The crystal of phosphorus nitride in this table holds two zigzag chains of P atoms per cell. They run along the cell edge $a$, with P–P distances of about 2.3 Å, and P–N bonds tie the atoms into a network. A screw axis along $b$ carries one chain into the other: a half turn about $b$, followed by a shift of half a cell. This problem asks how that relation between the chains shows in the electron levels.

Kohn–Sham band levels of PN (space group P2₁/c, 8 atoms per cell), computed with Ansatz 0.2.0 using the PBE functional, PAW and plane waves up to 420 eV, scalar-relativistic and without spin polarization. The k mesh is 10×6×8, with Gaussian smearing of 0.02 eV; the Fermi level is placed at mid-gap.

| row | band distance (1/Å) | level b3 from the Fermi level (eV) | level b2 from the Fermi level (eV) | level b1 from the Fermi level (eV) | level a1 from the Fermi level (eV) | level a2 from the Fermi level (eV) |
| --- | --- | --- | --- | --- | --- | --- |
| 1 | 0.000 | -3.185 | -1.727 | -0.519 | 0.519 | 0.959 |
| 2 | 0.222 | -3.494 | -1.947 | -0.789 | 0.730 | 1.207 |
| 3 | 0.445 | -3.534 | -1.785 | -1.334 | 0.911 | 1.019 |
| 4 | 0.752 | -3.545 | -1.478 | -1.478 | 1.068 | 1.068 |
| 5 | 1.102 | -3.537 | -1.015 | -1.015 | 0.876 | 0.876 |
| 6 | 1.410 | -3.760 | -0.749 | -0.749 | 0.882 | 0.882 |
| 7 | 1.632 | -3.603 | -1.250 | -1.250 | 1.289 | 1.289 |
| 8 | 1.854 | -3.355 | -1.636 | -1.636 | 1.542 | 1.542 |
| 9 | 2.204 | -3.284 | -2.145 | -1.031 | 0.900 | 1.236 |
| 10 | 2.554 | -3.175 | -1.799 | -0.583 | 0.626 | 0.959 |
| 11 | 2.941 | -3.190 | -2.454 | -1.308 | 1.172 | 2.196 |
| 12 | 3.345 | -4.522 | -2.803 | -2.204 | 1.498 | 1.979 |
| 13 | 3.688 | -4.730 | -2.525 | -2.525 | 1.437 | 1.437 |
| 14 | 3.910 | -4.382 | -2.530 | -2.530 | 1.465 | 1.465 |
| 15 | 4.133 | -3.363 | -3.348 | -3.348 | 1.944 | 1.944 |
| 16 | 4.537 | -3.709 | -2.486 | -2.486 | 1.862 | 1.862 |
| 17 | 4.941 | -3.578 | -1.658 | -1.658 | 1.288 | 1.288 |
| 18 | 5.374 | -3.369 | -1.863 | -1.863 | 1.762 | 1.762 |
| 19 | 5.822 | -3.112 | -1.860 | -1.860 | 2.609 | 2.609 |
| 20 | 6.194 | -2.537 | -1.877 | -1.736 | 2.364 | 2.794 |
| 21 | 6.417 | -2.710 | -2.482 | -1.824 | 1.449 | 2.635 |
| 22 | 6.639 | -3.102 | -1.994 | -1.771 | 1.029 | 2.440 |
| 23 | 7.087 | -3.471 | -1.936 | -1.861 | 1.149 | 2.718 |
| 24 | 7.534 | -3.222 | -1.758 | -0.919 | 0.665 | 1.337 |

Levels b1 and b2 are the two highest filled ones, b3 is the next below, and a1 and a2 are the two lowest empty ones. Each row belongs to a wave vector with components $k_1, k_2, k_3$, which state how an electron wave changes phase from cell to cell along $a$, $b$ and $c$. A component of 0 means no change, and ½ means a change of sign. The values −½ and ½ mean the same; for other fractions the minus sign reverses the sense of the phase change.

The rows follow a path of straight lines between special points, written here as $(k_1, k_2, k_3)$: Γ (0, 0, 0), Z (0, ½, 0), D (0, ½, ½), B (0, 0, ½), back to Γ, then A (−½, 0, ½), E (−½, ½, ½), Z again, C$_2$ (−½, ½, 0), Y$_2$ (−½, 0, 0) and Γ. Row 1 is Γ, and the other rows lie as follows:

- Γ–Z: row 2 (0, 3/14, 0), row 3 (0, 3/7, 0)
- Z–D: row 4 (0, ½, 1/7), row 5 (0, ½, 5/14)
- D–B: row 6 (0, 3/7, ½), row 7 (0, 3/14, ½), row 8 (0, 0, ½)
- B–Γ: row 9 (0, 0, 2/7), row 10 (0, 0, 1/14)
- Γ–A: row 11 (−1/7, 0, 1/7), row 12 (−5/14, 0, 5/14)
- A–E: row 13 (−½, 1/14, ½), row 14 (−½, 2/7, ½), row 15 (−½, ½, ½)
- E–Z: row 16 (−2/7, ½, 2/7), row 17 (−1/14, ½, 1/14)
- Z–C$_2$: row 18 (−1/7, ½, 0), row 19 (−5/14, ½, 0)
- C$_2$–Y$_2$: row 20 (−½, 3/7, 0), row 21 (−½, 3/14, 0), row 22 (−½, 0, 0)
- Y$_2$–Γ: row 23 (−2/7, 0, 0), row 24 (−1/14, 0, 0)

**(a) In which rows do b1 and b2 coincide, and what forces them to?**

*Solution.* They agree to the last digit in rows 4–8 and 13–19, and so do a1 and a2. In the other twelve rows both pairs are open. Most of the merged rows lie on the face $k_2=½$ of the Brillouin zone, and the rest on the lines D–B and A–E, where $k_3=½$.

On the face $k_2=½$ the screw operation, done twice, shifts the crystal by one full cell along $b$, and the wave changes sign. Now combine the screw with time reversal, which replaces a wave by its complex conjugate. The combined operation leads back to the same wave vector, and done twice it still gives a minus sign. A wave that was merely reproduced, up to a phase factor, would come back with a plus sign. The image must therefore be a second, independent wave of the same energy.

On D–B and A–E the glide plane, a mirror with a shift of half a cell along $c$, does the same work. The merging thus follows from symmetry and needs no special strength of any bond. The symmetry itself is an assumption, however: the cell may be an invented or metastable form, and it was relaxed in the symmetry of its start. The calculation therefore does not show that a real crystal would keep the screw axis and the glide plane. Spin–orbit coupling, left out of this calculation, would part some of these levels slightly.

**(b) Predict how far b1 and b2 part in the open rows, starting from their separation at $\Gamma$. Which rows break the prediction?**

*Solution.* Give each chain, together with its share of the N atoms that lie between the chains, one effective orbital. The two orbitals combine in phase and out of phase, and the stronger the coupling between chains, the further the two levels part. The nearest neighbours of a chain sit half a cell away along both $b$ and $c$, in four directions. Adding their phases gives the separation

$$\Delta = \Delta_\Gamma\,|\cos(\pi k_2)\cos(\pi k_3)| ,$$

where $\Delta_\Gamma=1.208$ eV is taken from row 1. On the face $k_2=½$, neighbours on opposite sides along $b$ contribute with opposite signs, and the coupling cancels.

Row 2, which played no part in setting the constant, lies at $k_2=3/14$ with $k_3=0$. The cosine is 0.78, so the model gives $1.208\times0.78=0.94$ eV. The calculation gives 1.16 eV, so the estimate is about a fifth too low. The model gets the direction of the change right, but its shape only roughly.

Of the open rows, all but two agree with this one-constant law within 0.4 eV. The exceptions are row 22, at the zone boundary point Y$_2$, and row 23, on the way from there to $\Gamma$. The model expects 1.21 eV in both, because $k_2$ and $k_3$ are zero there. The computed separations are only 0.22 and 0.08 eV, so the breaks amount to 0.99 and 1.13 eV.

**(c) What distinguishes these two rows, and does the same cause account for the rest of the path near Y$_2$?**

*Solution.* Between $\Gamma$ and Y$_2$ only $k_1$ changes, the phase along the chains. The simple law ignores it, as if each chain touched its neighbour at one place per cell. A chain also meets its neighbour one cell further along. At $\Gamma$ the two links can reinforce each other; at Y$_2$, where the wave changes sign from cell to cell along $a$, they then oppose each other. If the two links are of similar strength, the coupling nearly cancels there and the filled levels draw together.

If the second link is the stronger one, the total coupling even changes sign on the way, and the two levels cross. Symmetry permits this: the glide plane exchanges the chains, so the in-phase and out-of-phase waves behave oppositely under it and do not mix. If the second link is the weaker one, the levels approach without crossing.

Row 23 can be used to compare the two cases, once rows 1 and 22 have set the strengths of the links. With a crossing the model gives 0.33 eV, without one 0.61 eV, against the computed 0.08 eV. The version with a crossing comes closer, but the remaining error is too large to settle the matter, and in row 24 both versions lie about 0.3 eV too high. So far the second link is only a possible cause of the collapse, and it has to be tested away from this line. The printed analysis below compares both versions with every row.

Row 21, between Y$_2$ and the face $k_2=½$, resists this explanation. The two-link model gives 0.17 eV where the calculation has 0.66 eV, a worse result than that of the simple law. In row 20 it is also too low, with 0.05 eV against 0.14 eV. In row 21 b3 has come within 0.23 eV of b2, so a model of two isolated levels loses its footing. Between the face and Y$_2$ the lower partner of b1 may well have changed places with a level from the pair below; the names b2 and b3 follow the order in energy and would hide such an exchange.

If the exchange is complete by row 21, b3 and not b2 is the partner of b1 in rows 21 and 22. Their separations there, 0.89 and 1.33 eV, lie close to the 0.94 and 1.21 eV of the simple law. The small gap between b1 and b2 at Y$_2$ would then separate levels of two different pairs, and no coupling would have to cancel. At $\Gamma$ the partner is b2, so the character of the levels would have to change on the way to Y$_2$. The energies show no sign of an exchange there, since b2 and b3 are never closer than 1.1 eV in the rows on that line. This reading fits row 21 far better than the second link does, though row 20 slightly worse, and it is inferred from energies alone. To decide between the two causes, one would have to follow the symmetry and the orbital make-up of each wave from the face to Y$_2$ and on to $\Gamma$.

The empty levels separate what symmetry fixes from what the bonding decides. They merge in the same twelve rows as the filled ones. Yet from $\Gamma$ to Y$_2$ the two ends differ in opposite ways: the separation of a1 and a2 is 0.44 eV at the first and 1.41 eV at the second, while that of b1 and b2 is smaller at the second. The screw axis and the glide plane dictate where a pair must close, but how far it opens elsewhere depends on the orbitals that link the chains.

This gives a rule for reading any band structure of a crystal with a screw axis. Levels that agree to the last digit along a whole zone face are held together by symmetry, and they will stay together when the atoms shift without breaking it. Levels that merely come close, such as b1 and b2 in row 23, have no such protection. Whether they cross or turn away from each other has to be decided with closely spaced wave vectors and the symmetry of each wave.

Numerical output:

```
Separations and models in eV, each miss is model less computed:
  row  filled  one link      miss  two links crossing  miss crossing  two links no crossing  miss no crossing  b2 less b3  empty  empty one link  empty miss
    1   1.208     1.208         0               1.208              0                  1.208                 0       1.458   0.44            0.44           0
    2   1.158    0.9445   -0.2135              0.9445        -0.2135                 0.9445           -0.2135       1.547  0.477           0.344      -0.133
    3   0.451    0.2688   -0.1822              0.2688        -0.1822                 0.2688           -0.1822       1.749  0.108         0.09791    -0.01009
    4       0         0         0                   0              0                      0                 0       2.067      0               0           0
    5       0         0         0                   0              0                      0                 0       2.522      0               0           0
    6       0         0         0                   0              0                      0                 0       3.011      0               0           0
    7       0         0         0                   0              0                      0                 0       2.353      0               0           0
    8       0         0         0                   0              0                      0                 0       1.719      0               0           0
    9   1.114    0.7532   -0.3608              0.7532        -0.3608                 0.7532           -0.3608       1.139  0.336          0.2743    -0.06166
   10   1.216     1.178  -0.03829               1.178       -0.03829                  1.178          -0.03829       1.376  0.333           0.429     0.09597
   11   1.146     1.088  -0.05763               1.088       -0.05763                  1.088          -0.05763       0.736  1.024          0.3964     -0.6276
   12   0.599    0.5241  -0.07487              0.5241       -0.07487                 0.5241          -0.07487       1.719  0.481          0.1909     -0.2901
   13       0         0         0                   0              0                      0                 0       2.205      0               0           0
   14       0         0         0                   0              0                      0                 0       1.852      0               0           0
   15       0         0         0                   0              0                      0                 0       0.015      0               0           0
   16       0         0         0                   0              0                      0                 0       1.223      0               0           0
   17       0         0         0                   0              0                      0                 0        1.92      0               0           0
   18       0         0         0                   0              0                      0                 0       1.506      0               0           0
   19       0         0         0                   0              0                      0                 0       1.252      0               0           0
   20   0.141    0.2688    0.1278             0.04962       -0.09138                0.04962          -0.09138        0.66   0.43         0.09791     -0.3321
   21   0.658    0.9445    0.2865              0.1743        -0.4837                 0.1743           -0.4837       0.228  1.186           0.344      -0.842
   22   0.223     1.208     0.985               0.223              0                  0.223                 0       1.108  1.411            0.44      -0.971
   23   0.075     1.208     1.133              0.3333         0.2583                 0.6059            0.5309       1.535  1.569            0.44      -1.129
   24   0.839     1.208     0.369               1.137         0.2981                  1.159            0.3202       1.464  0.672            0.44      -0.232
Rows in which symmetry demands merged pairs: 12
Smallest separation of the filled pair in the other rows, eV: 0.075
Largest one-link miss of the filled pair, open rows with k1 zero, eV: 0.3608
Largest one-link miss of the empty pair, open rows with k1 zero, eV: 0.133
Largest one-link miss of the filled pair, open rows with k1 not zero, eV: 1.133
Largest one-link miss of the empty pair, open rows with k1 not zero, eV: 1.129
Miss of the crossing model in row 23 if the levels have already crossed there, eV: 0.4083
Rms miss without the anchor rows, filled pair, one link, eV: 0.4168
Rms miss without the anchor rows, filled pair, two links with crossing, eV: 0.2484
Rms miss without the anchor rows, filled pair, two links without crossing, eV: 0.2909
```
